**Question: what sets the spin splitting of the 4s level in Pd²⁺?**

I ran the Pd²⁺ ion in spin-polarised LDA with ten different arrangements of its eight valence electrons and looked at the 4s level. That shell is full, yet its two spin levels are split, and the splitting runs from 1.37 to 3.88 eV.

Spherical Pd²⁺ ion (Z = 46), all-electron Kohn-Sham calculations with Quantum ESPRESSO 7.5 (ld1.x): spin-polarised LDA (Slater exchange, Perdew-Wang 1992 correlation), scalar-relativistic, point nucleus. Bound levels have negative eigenvalues, and (4d up)5 means five spin-up electrons in 4d.

| configuration | eigenvalue (4s up) (eV) | eigenvalue (4s down) (eV) | mean radius (4s up) (bohr) | mean radius (4s down) (bohr) | ε(4s down) − ε(4s up) (eV) |
| --- | --- | --- | --- | --- | --- |
| [Kr] (4d up)5 (4d down)3 | -111.17 | -109.80 | 0.94182 | 0.94110 | 1.3742 |
| [Kr] (4d up)5 (4d down)2 (5p up)1 | -117.57 | -115.31 | 0.93798 | 0.93669 | 2.2567 |
| [Kr] (4d up)5 (4d down)1 (5s up)1 (5p up)1 | -122.82 | -119.52 | 0.93388 | 0.93173 | 3.3017 |
| [Kr] (4d up)5 (4d down)0.5 (5s up)1 (5p up)1.5 | -126.12 | -122.24 | 0.93150 | 0.92901 | 3.8780 |
| [Kr] (4d up)5 (4d down)2.5 (5s up)0.5 | -113.70 | -111.90 | 0.94010 | 0.93896 | 1.8048 |
| [Kr] (4d up)5 (4d down)2 (5s up)1 | -116.28 | -114.01 | 0.93826 | 0.93670 | 2.2708 |
| [Kr] (4d up)5 (4d down)2.5 (5p up)0.5 | -114.36 | -112.57 | 0.93997 | 0.93897 | 1.7968 |
| [Kr] (4d up)5 (4d down)0.5 5s2 (5p up)0.5 | -125.01 | -121.34 | 0.93151 | 0.92991 | 3.6629 |
| [Kr] (4d up)5 (4d down)1 5s2 | -121.65 | -118.53 | 0.93386 | 0.93254 | 3.1130 |
| [Kr] (4d up)5 (4d down)0.5 (5p up)2.5 | -127.30 | -123.43 | 0.93116 | 0.92889 | 3.8681 |

My first reading was that the splitting counts the unpaired electrons of the ion: two give 1.37 eV, four give about 2.26 eV, seven give about 3.87 eV. That looks like a straight line, but the two rows with 5s² lie well above it. A colleague says the splitting simply grows as the level gets deeper, and a plot against the eigenvalue does look straight. Which is it? And why is 4s up deeper than 4s down but slightly larger?

**Answer**

Four sizes carry the whole table. An unpaired 4d electron splits the 4s level by 0.7 to 1.0 eV, more as the shell empties. An unpaired 5s or 5p electron adds about 0.1 eV or somewhat less. Exchanging 5s for 5p at fixed spin changes the splitting by about 0.01 eV. Moving one electron from 4d to the outer shell deepens both 4s levels together, by a little under 5 eV if it goes to 5s and about 6 eV if it goes to 5p. So spin is the cause, but a spin counts according to where it sits, and depth is a companion of the trend, not its source.

**Symbols and the state of the rows**

Let $\Delta = \varepsilon(4s\downarrow) - \varepsilon(4s\uparrow)$ be the last column, positive when the up level is deeper. The depth is minus the average of the two eigenvalues, and a mean radius is $\langle r\rangle$ of that orbital. The unpaired electrons per shell are $m_d$, $m_{5s}$ and $m_{5p}$, and their sum is $S$ (a count of electrons, twice the spin quantum number).

Every row has five 4d up electrons, so $m_d = 5 - n(4d\downarrow) = 10 - n(4d)$. One move, taking away a 4d down electron, therefore raises the 4d spin, lowers the screening of 4s and usually raises the net spin as well. This is why several plots look straight, and why overall fits decide little here. Pairs of rows that change one thing decide more.

The configurations are imposed. Only the first, 4d⁸, fills the levels in order of energy, and the others leave 4d down holes below occupied 5s or 5p levels. The five rows with half-integer occupations are interpolations, not states of an atom. Each kind of pair comparison below includes a pair of integer rows, but the Slater integrals used later come from fractional rows only. The fits and residuals are in the output after this answer.

**First explanation: the net spin of the ion**

This is the tempting one. In the eight rows without 5s², each electron taken from 4d down reappears as an up electron outside, so $S = 2m_d - 2$. Net spin and 4d spin are then the same variable. A line through these eight rows, $\Delta = 0.281 + 0.508\,S$ in eV, has an rms residual of only 0.04 eV.

The 5s² rows break the tie, because there the promoted electrons pair up. The line falls short of them by 0.80 and 0.84 eV. No fit is needed to see it: (4d down)² (5s up)¹ and (4d down)¹ 5s² both have $S = 4$, and their splittings are 2.271 and 3.113 eV. In the first, one of the four spins sits in 5s, and in the second all four sit in 4d. The intercept is a second warning, since a splitting caused by spin has to vanish when there is none. The numbers rule this explanation out as stated.

**Second explanation: the depth of the level**

A line in depth through all ten rows has a slope of 0.178 eV per eV and an rms residual of 0.086 eV. A line in $m_d$ alone gives 0.081 eV. On that score the two are tied.

The table contains five pairs in which one electron or half of one is moved from 5s to 5p with the 4d shell untouched. In three of them the spin is kept. For (4d down)² the swap of 5s up for 5p up deepens the level by 1.29 eV, the depth line asks for a rise of 0.23 eV, and $\Delta$ falls by 0.014 eV. The other two behave alike: the depth grows by 0.66 and 1.19 eV, and $\Delta$ falls by about 0.01 eV.

In the remaining two pairs, 5s² becomes 5s up 5p up, so the moved electron also flips. At (4d down)¹ the depth grows by $121.17 - 120.09 = 1.08$ eV and $\Delta$ rises by 0.189 eV, which is what the depth line would give. Taken alone this pair would support your colleague. Taken with the other three it shows that much the same deepening goes with $+0.2$ eV when a spin is turned and with $-0.01$ eV when none is.

One loophole stays open in the numbers. All 5p electrons in the table are up, so 5p charge and 5p spin cannot be told apart, and a depth effect could be cancelled by a 5p spin that lowers $\Delta$. Theory narrows it, by the two arguments that follow: the screening potential acts on both spins alike, and the direct exchange of 4s with a parallel 5p electron has the sign that raises $\Delta$. Charge can still act a little through the contraction of 4d, so the near-zero result of the swaps may be a somewhat weaker 5p spin offset by a small gain from the moved charge. Runs with paired 5p electrons would separate the two.

The deepening is electrostatics. A spherical shell that holds one electron at radius $R$ raises the energy of an electron inside it by a constant $e^2/4\pi\epsilon_0 R$, and moving the shell outward lowers that constant. The 4s orbital has its mean radius at 0.93 to 0.94 bohr, 4d at about 1.3 and the occupied 5s and 5p at 2.3 to 3.0, so 4s is largely inside. A rigid shell gives the sign and not the size: the Coulomb integrals $F^0(4d,4s)$ and $F^0(5p,4s)$ of the row (4d down)^2.5 (5p up)^0.5 differ by 10.8 eV, nearly twice the shift found, because the remaining electrons contract and restore part of the screening. The same runs confirm that the shift is nearly uniform: from 4d⁸ to (4d down)² (5p up)¹ the 1s, 3s and 4s levels deepen by 6.40, 6.56 and 5.95 eV. Their splittings grow by very different amounts, that of 1s from 0.01 to 0.04 eV and that of 4s from 1.37 to 2.26 eV. The Hartree potential does not know the spin of the electron that feels it, so it cancels in $\Delta$ as long as the two orbitals have nearly the same shape. They do: their mean radii differ by at most 0.0025 bohr.

**Third explanation: exchange weighted by overlap**

With a common 4s orbital $\phi$, first-order perturbation theory leaves only the spin-dependent potential,

$$\Delta \approx \int |\phi|^2\,(v_{xc,\downarrow} - v_{xc,\uparrow})\,d^3r .$$

Local exchange is $v_{x,\sigma} = -(6\rho_\sigma/\pi)^{1/3}$ in atomic units. With total density $\rho$, spin density $m = \rho_\uparrow - \rho_\downarrow$ and polarisation $\zeta = m/\rho$,

$$v_{x,\downarrow} - v_{x,\uparrow} = \left(\frac{3\rho}{\pi}\right)^{1/3}\left[(1+\zeta)^{1/3} - (1-\zeta)^{1/3}\right] \approx \frac{2}{3}\left(\frac{3}{\pi}\right)^{1/3} \frac{m}{\rho^{2/3}} .$$

To this order $\Delta$ is linear in the spin density, so shells add, each weighted by how much of its density lies where 4s is. The 4d shell shares the principal quantum number and the region of 4s. The 5s and 5p shells reach that region only with their small inner lobes.

The orbital picture gives the weights as numbers. An s electron is lowered by $G^l/(2l+1)$ for each parallel electron in a spherical shell of angular momentum $l$, where $G^l$ is a positive Slater exchange integral. For the row (4d down)^2.5 (5p up)^0.5 the run gives $G^2(4d,4s)/5 = 1.863$ eV and $G^1(5p,4s)/3 = 0.216$ eV, a ratio of 0.12.

The table gives a similar ratio independently, for 5s and 5p taken together. Turning 5s² into 5s up 5p up creates two outer spins, so each is worth $0.189/2 = 0.094$ eV at $m_d = 4$, and 0.108 eV at $m_d = 4.5$. Going from 4d⁸ to (4d down)¹ 5s² adds two 4d spins and no net outer spin, so each is worth $(3.113 - 1.374)/2 = 0.87$ eV. The ratios are 0.11 and 0.12. The agreement should be read as "about a tenth", since the integrals are for 5p in one row, while the pairs average 5s and 5p and include the response of the 4d shell.

**The additive model and a worked row**

A form without intercept was fitted to all ten rows, with a quadratic term for the 4d part:

$$\Delta = 0.570\,m_d + 0.0520\,m_d^2 + 0.099\,m_{5s} + 0.098\,m_{5p}\quad(\text{eV}).$$

For (4d down)¹ (5s up)¹ (5p up)¹, which was part of the fit, $m_d = 4$ and

$$\Delta = 2.280 + 0.832 + 0.099 + 0.098 = 3.309\ \text{eV},$$

against 3.302 eV in the table. The four 4d spins supply 3.11 eV and the two outer spins 0.20 eV.

The rms residual is 0.012 eV. With four constants for ten rows some of the gain over the two-constant lines is free, which is why the pairs carry the verdict and not this number. The worst row is 4d⁸, where the model is low by 0.026 eV, 2 % of the tabulated value. It also misses the small advantage of 5s over 5p that all three swaps show. These misfits are far above the 0.00005 eV rounding of $\Delta$, so the form is an approximation. The linear and quadratic constants trade against each other and mean nothing separately, and the curve should not be carried below $m_d = 2$.

**Why each 4d spin counts for more as the shell empties**

The upward bend is real: $\Delta/m_d$ rises from 0.687 to 0.778 eV, by 13 %, between 4d⁸ and (4d down)¹ 5s², with no net outer spin in either. The formula above offers three causes of the same sign. The 4d shell contracts towards 4s as screening is lost, its up orbital by 6 % between these rows. The density $\rho$ in the denominator falls as 4d down charge leaves. The bracket itself bends upward, its next term being $+\tfrac{10}{81}\zeta^3$, a small correction where the full 4s and 4p shells keep $\zeta$ low.

Between the rows with $m_d = 2.5$ and 4.5 for which the runs give integrals, $G^1(4d,4p)$ grows by 7 %, while the 4d part per spin of the model grows by 15 %. If the 4d–4s integral grows at a similar rate, contraction accounts for half of the bend or more. That division is a guess, because it borrows a neighbouring integral and carries the growth of exact exchange over to an LDA splitting, and in this table the three causes always move together.

**Where the picture fails: the absolute size**

The orbital formula gets the ratio of the outer to the 4d weight and not the size. For the same fractional row it gives $2.5 \times 1.863 + 0.5 \times 0.216 = 4.77$ eV, while the LDA splitting is 1.797 eV, or 0.38 of it. Two reasons are standard. The correlation potential favours the minority spin and opposes exchange, and a local potential built from the density is known to split such inner s levels less than the orbital-specific exchange operator does. The table does not divide the shortfall between them, but at the high density of this region correlation trims the local exchange splitting only by a modest fraction, so most of the shortfall should lie in local exchange itself. The comparison rests on one row.

Neither number is a 4s photoemission splitting. $\Delta$ is a difference of Kohn-Sham eigenvalues in a spherical atom without terms or spin-orbit coupling, whereas a spectrum measures multiplets of the ion with a hole, including its relaxation and correlation.

**Deeper but larger**

In every row 4s up is both the deeper and the larger orbital, by 0.0007 to 0.0025 bohr. Energy and size respond to different features of the potential. The energy shift is the average of the extra attraction over the orbital, while the size responds to how that attraction varies across it. The extra attraction for up electrons comes from spin density centred outside the 4s maximum, and the factor $\rho^{-2/3}$ weights the thin outer region further, so the up orbital is pulled outward as it is lowered.

The table supports this reading. At $m_d = 4$, creating the two outer spins raises $\Delta$ by 6 % but the radius difference from 0.00132 to 0.00215 bohr, by about 60 %. Distant spin does little to the average and much to the tail. The argument concerns the difference only: in this pair the up radius hardly moves and the down radius shrinks, on top of a small common contraction. The rule that deeper means smaller does apply to the overall trend, where lost screening shrinks the average 4s radius by 1.2 % over the range, while $\Delta$ grows 2.8-fold.

**Guessing a new configuration**

Count the unpaired electrons in the shell that overlaps the core level, then add about a tenth as much for each unpaired electron one shell further out, and ignore whether that one is s or p. On this rule (4d down)¹ with two 5p up electrons should land within a few hundredths of an eV of the 3.30 eV found for (5s up)¹ (5p up)¹, although its 4s level should be about 1 eV deeper. The rule is calibrated only for Pd²⁺ with a full 4d up shell. Two unpaired spins in a less filled 4d shell would sit in a more contracted orbital and a thinner density, so by the argument above they should split 4s by more than the 1.37 eV of 4d⁸.

Numerical output:

```
labels: dn = 4d down count, s, p = 5s up, 5p up count, s2 = paired 5s; energies in eV
A net spin S: gap = 0.442 + 0.509 S
B depth (minus mean 4s eigenvalue): gap = -18.36 + 0.1784 depth
C unpaired 4d only: gap = -0.646 + 0.979 md
D additive: gap = 0.570 md + 0.0520 md^2 + 0.099 m5s + 0.098 m5p
row            md   S   depth   gap  gap/md  resid A      B      C      D
dn3           2.0 2.0  110.48 1.374 0.687   -0.086 +0.023 +0.062 +0.026
dn2.5 p0.5    2.5 3.0  113.47 1.797 0.719   -0.172 -0.086 -0.005 -0.003
dn2.5 s0.5    2.5 3.0  112.80 1.805 0.722   -0.164 +0.041 +0.003 +0.005
dn2 p1        3.0 4.0  116.44 2.257 0.752   -0.221 -0.156 -0.035 -0.020
dn2 s1        3.0 4.0  115.15 2.271 0.757   -0.207 +0.089 -0.021 -0.007
dn1 s2        4.0 4.0  120.09 3.113 0.778   +0.635 +0.049 -0.158 -0.000
dn1 s1 p1     4.0 6.0  121.17 3.302 0.825   -0.195 +0.045 +0.030 -0.008
dn0.5 s2 p0.5 4.5 5.0  123.18 3.663 0.814   +0.676 +0.048 -0.098 -0.005
dn0.5 p2.5    4.5 7.0  125.37 3.868 0.860   -0.137 -0.137 +0.107 +0.005
dn0.5 s1 p1.5 4.5 7.0  124.18 3.878 0.862   -0.127 +0.084 +0.117 +0.013
rms A 0.330, B 0.086, C 0.081, D 0.012; rounding of gap 0.00005
worst: A dn0.5 s2 p0.5 +0.676, B dn2 p1 -0.156, C dn1 s2 -0.158, D dn3 +0.026
A on the 8 rows without 5s2 (there S = 2 md - 2): 0.281 + 0.508 S, rms 0.042
  its misses on the 5s2 rows: dn0.5 s2 p0.5 +0.840, dn1 s2 +0.798
same S = 4: dn1 s2 minus dn2 s1 gap = +0.842
swap dn2.5 s0.5 -> dn2.5 p0.5: depth +0.66, B predicts gap +0.119, table -0.0080
swap dn2 s1 -> dn2 p1: depth +1.29, B predicts gap +0.231, table -0.0141
swap dn0.5 s1 p1.5 -> dn0.5 p2.5: depth +1.19, B predicts gap +0.211, table -0.0099
5s2 -> 5s up 5p up: gap +0.189 (md 4), +0.215 (md 4.5); per outer spin 0.094, 0.108
per 4d spin, dn3 -> dn1 s2: 0.869; outer/4d ratio 0.109, 0.124
gap/md rise dn3 -> dn1 s2 (no net outer spin): 13.3 %
dn2.5 p0.5: G2(4d,4s)/5 = 1.863, G1(5p,4s)/3 = 0.216, ratio 0.116
  first-order exchange 4.77 vs LDA gap 1.797, LDA/first-order 0.38
md 2.5 -> 4.5: G1(4d,4p) +6.6 %, F2(4d,4d) +7.6 %, model D 4d part per spin +14.9 %
4d up radius dn3 -> dn1 s2: -6.4 %; dn3 -> dn0.5 p2.5: -8.2 %
1s, dn3 -> dn2 p1: depth +6.40, gap 0.01 -> 0.04
3s, dn3 -> dn2 p1: depth +6.56, gap 0.24 -> 0.41
4s, dn3 -> dn2 p1: depth +5.95, gap 1.37 -> 2.26
range: gap x2.82, depth +13.5 % (14.88 eV), mean 4s radius -1.21 %
r(4s up) - r(4s down): 0.00072 to 0.00249 bohr; rounding 0.00001
  at md 4: dn1 s2 0.00132, dn1 s1 p1 0.00215 bohr
```
